## ZnS at seven volumes

A crystal resists being squeezed, and it also resists being stretched. The volume it would choose for itself lies between, and the way it pushes back on either side tells how stiff it is. The table follows the wurtzite form of ZnS, in which every atom has four neighbours of the other kind, through seven volumes. All edges of the cell are scaled by one factor and the atoms keep their relative places, so the rows differ only in how tightly one and the same arrangement is packed.

The first column, V/V(given), is the volume relative to the measured cell. A positive pressure means that the crystal pushes outward and must be held in. The quantity Vzz belongs to the atomic nuclei and is explained where it is needed.

ZnS (P6_3mc, 4 atoms), measured cell (COD) scaled with shape and relative atomic positions fixed. Ansatz 0.2.0, PBE, scalar-relativistic, no spin: all-electron LAPW (basis error 1 meV/atom), all-electron PAW and frozen-core PAW (420 eV); 8 × 8 × 5 k points, Fermi-Dirac smearing 0.03 eV. Pressure is positive in compression; Vzz is the field gradient of largest size among the nuclei.

| V/V(given) | volume (Å³/atom) | pressure, LAPW (GPa) | energy above the lowest row, LAPW (meV/atom) | largest Vzz, all-electron PAW (1e21 V/m^2) | largest Vzz, PAW (1e21 V/m^2) |
| --- | --- | --- | --- | --- | --- |
| 0.9400 | 18.43 | 7.93 | 40.9 | 1.92 | 1.92 |
| 0.9405 | 18.44 | 7.88 | 40.4 | 1.92 | 1.92 |
| 0.9800 | 19.21 | 4.01 | 12.0 | 1.86 | 1.85 |
| 1.0100 | 19.80 | 1.57 | 1.9 | 1.81 | 1.80 |
| 1.0200 | 19.99 | 0.84 | 0.4 | n/a | 1.78 |
| 1.0400 | 20.39 | -0.51 | 0.0 | 1.77 | 1.76 |
| 1.0600 | 20.78 | -1.72 | 2.8 | 1.74 | 1.73 |

### 1. Why does the pressure change sign?

Two tendencies compete. Bonding lowers the energy when the atoms approach each other. Once their filled shells overlap, however, the Pauli principle forces electrons into states of higher kinetic energy, and this cost rises more steeply than the gain from bonding. In a tight cell the cost wins and the crystal pushes outward; in a wide cell the bonding wins and the crystal pulls inward.

The table holds only the sum of the two, so the division is an argument from theory. The balance itself is visible. The pressure is 0.84 GPa at 1.02 and -0.51 GPa at 1.04, so it vanishes somewhere between these rows. The negative value means that this volume could be held only by pulling on the crystal from outside.

### 2. How are pressure and energy linked?

Squeezing a crystal that pushes back takes work, and the work is stored as energy. For a small step the energy gained is the pressure times the volume taken away, or P = -dE/dV, where P is the pressure, E the energy and V the volume. One of the two columns can therefore be used to rebuild the other.

Take the step from 1.01 back to 0.98. The mean of the two pressures is (1.57 + 4.01)/2 = 2.79 GPa, and the volume shrinks by 19.80 - 19.21 = 0.59 Å³ per atom. The product is 1.65 GPa Å³. Since 1 GPa Å³ equals 6.24 meV, the work is 10.3 meV per atom.

The energy column gives 12.0 - 1.9 = 10.1 meV per atom for the same step. No constant was adjusted to reach this agreement, and the other steps match within about 0.3 meV per atom. The largest mismatch belongs to the widest step, where a plain mean of two pressures slightly overestimates a curve that bends upward. The agreement shows that the calculation is consistent with itself; it is no test of PBE against nature.

### 3. Is ZnS equally stiff when squeezed and when stretched?

Stiffness is measured by the bulk modulus, B = -V dP/dV, the pressure rise per relative loss of volume. Between 0.9405 and 0.98 the table gives about 94 GPa, between 1.04 and 1.06 only about 64 GPa. The squeezed crystal is thus much the stiffer one. This fits the picture above, in which the steep repulsion dominates more and more as the atoms are crowded together.

The simplest description lets the modulus grow linearly with the pressure, B = B₀ + B′P. Here B₀ is the modulus at zero pressure and B′ the rate of growth. Setting this equal to -V dP/dV and integrating from the pressure-free volume V₀ gives Murnaghan's equation:

P = (B₀/B′) [(V₀/V)^B′ - 1]

A least-squares fit of its three constants to all seven LAPW pressures gives B₀ ≈ 69 GPa, B′ ≈ 4.3 and V₀ ≈ 20.23 Å³ per atom. The curve passes through the points almost within their last printed digit. With three constants and smooth data this is a good summary rather than a proof of the mechanism. B′ is the least firm of the three: another form of the equation is expected to shift its first decimal while leaving B₀ and V₀ almost unchanged.

The growth of the modulus matters in practice. A constant 69 GPa would predict 69 × ln(20.23/18.43) ≈ 6.4 GPa for the smallest cell, where the table has 7.93 GPa. For changes of a percent or so around V₀ the constant value is good enough: each percent of volume costs about 0.7 GPa.

### 4. Is the row of lowest energy the equilibrium?

The row 1.04 has the lowest energy, but its pressure isn't zero, so the energy must fall further if the cell shrinks a little. The fitted curve puts the minimum at 1.032. Near a minimum the energy rises as P²V/(2B), just as in a stretched spring. This places row 1.04 about 0.2 meV per atom above the minimum of the frozen arrangement and row 1.02 about 0.6 meV above it.

The difference of 0.4 meV is what the energy column shows between these rows. It is smaller than the 1 meV per atom allowed for the basis error, so taken alone it would be weak evidence. Two things support it: frozen-core PAW puts the rows in the same order, and the pressure is smaller in size at 1.04 than at 1.02, which places 1.04 nearer to the minimum between them. A pressure locates a minimum better than an energy does, because it crosses zero there with a clear slope while the energy is nearly flat. This holds only if the pressure itself is converged with the basis.

### 5. What would change if the crystal were free to relax?

Zero pressure in the table means zero on average. In the same calculations the outward push along the two equal edges exceeds that along the long axis, by about 3 GPa at 0.94 and still by 1.5 GPa at 1.04, where the crystal pulls inward and a pull counts as a negative push. The average is the right quantity for question 2, since all edges are scaled together. It does not describe a crystal in a fluid under pressure, which would adjust its shape until the push was equal in all directions.

The forces on the atoms don't vanish either. At 1.04 the zinc and sulfur atoms feel opposite forces of about 0.27 eV/Å along the long axis. If shape and positions were set free, the energy would drop at every volume, and V₀ and B₀ would shift by amounts that these rows can't supply. Forces of this size are expected to be worth a few meV per atom, well above the differences weighed in question 4. The fitted constants thus belong to the frozen arrangement.

This also limits the comparison with the measured cell. At its volume the fitted pressure is about 2.3 GPa, so the calculation wants a cell some 3 % larger. PBE is known to make many solids too large, which fits. But the frozen arrangement takes part in this difference, and the conditions under which the cell was measured aren't given, so the 3 % can't be booked as an error of PBE alone.

### 6. Why does the largest Vzz fall as the cell grows?

A nucleus that isn't perfectly round feels how unevenly the electric field changes around it. Vzz measures this unevenness along the direction in which it is largest. Four equal neighbours at the corners of a regular tetrahedron would cancel exactly at the centre. In wurtzite the bond along the long axis can differ in length from the other three, and the more distant atoms are arranged unevenly too, so a remainder survives.

The simplest picture replaces the atoms by fixed point charges. The potential of a charge falls as 1/r with the distance r, and its second derivative, which is what Vzz contains, falls as 1/r³. If all distances grow by one factor, r³ grows like the volume, and Vzz must fall as 1/V. From 0.9405 to 1.04 this means a drop of 9.6 %.

The largest Vzz sits at zinc in both of these rows, and there it drops by 8.1 %. Judged by this percentage alone, the point charges come close. But neither the size of Vzz nor the other element has been tested yet, so this doesn't show that they explain the fall.

### 7. What if the column followed sulfur instead?

The trend would turn round. The field gradient at sulfur has the opposite sign and is smaller, and from 0.9405 to 1.04 its size grows from 0.48 to 0.69 in the units of the table, by 42 %. Fixed charges in a uniformly scaled cell would require the same percentage drop at both elements. Since zinc and sulfur occupy equivalent sites of opposite charge, they would also require gradients of equal size and opposite sign, where the run at 0.9405 has 1.92 and -0.48. The picture therefore fails, and its near success at zinc can't be taken as support.

What it leaves out is the electron cloud of the atom itself. Because of the factor 1/r³, a slight unevenness of the charge close to the nucleus can outweigh whole ions further away, and this cloud changes shape when the neighbours recede. The numbers don't test this view directly. Counted with their signs, both gradients move downward, by about 0.15 at zinc and 0.21 at sulfur, whereas fixed charges would have moved sulfur upward, toward zero. The percentage is large at sulfur mainly because the starting value is small.

Why the cloud at sulfur changes in this direction isn't settled, since the contributions of near and distant charge aren't given separately. The levels give a hint. At the top of the valence band, which is expected to be mostly sulfur p, a single level lies 6 meV below a pair at 0.9405 and 21 meV above it at 1.04. By symmetry the single level is expected to be the p orbital along the long axis, so the balance between this orbital and the two in the plane shifts as the cell grows. The lesson for a related crystal is to look at each site by itself. A column that reports only the largest gradient can hide an opposite trend at the other element.

### 8. Which digits can be trusted?

That depends on the question. If it is how well PBE was solved for this arrangement with the chosen k points, the methods agree to within one or two units of the last printed digit. This holds for the energy column too, although each energy may be off by 1 meV per atom: most of that error is expected to be common to all rows and to cancel in the differences. Pressures from frozen-core PAW and from LAPW differ by at most 0.02 GPa, which would move the equilibrium volume by only about 0.03 %. The frozen-core runs list a correction of 0.06 to 0.08 GPa to the stress for the finite basis, several times this difference, so such a correction can't be ignored at this cutoff. The two columns of Vzz differ by no more than 0.01 where both have a value, far less than the change along the series.

The smearing of the occupations is harmless as well. In these calculations ZnS keeps a gap of about 2 eV or more at all seven volumes, and half of the smallest gap is some thirty times the smearing width of 0.03 eV. The smearing term in the energy is at most about 1e-16 eV per cell, so halving the width would change no printed digit. PBE usually makes gaps too small, so the gap of the real crystal should be wider still. In a metal, where levels lie right at the Fermi energy, the same setting would need a test.

If the question is how real ZnS behaves, fewer digits survive. The methods share the functional, the k points and the frozen arrangement, so their agreement can't reveal an error in any of these. Vzz is the most exposed. It would vanish in perfectly regular tetrahedral surroundings, so it is expected to react strongly to slight shifts of the atoms, and the forces in question 5 show that the atoms would shift if they were free. Much of the value in the table may stem from these unrelaxed positions, so not even its first digit should be carried over to the real crystal. For the real crystal, the rough size of the bulk modulus and the stiffening under compression are the safer things to carry away.
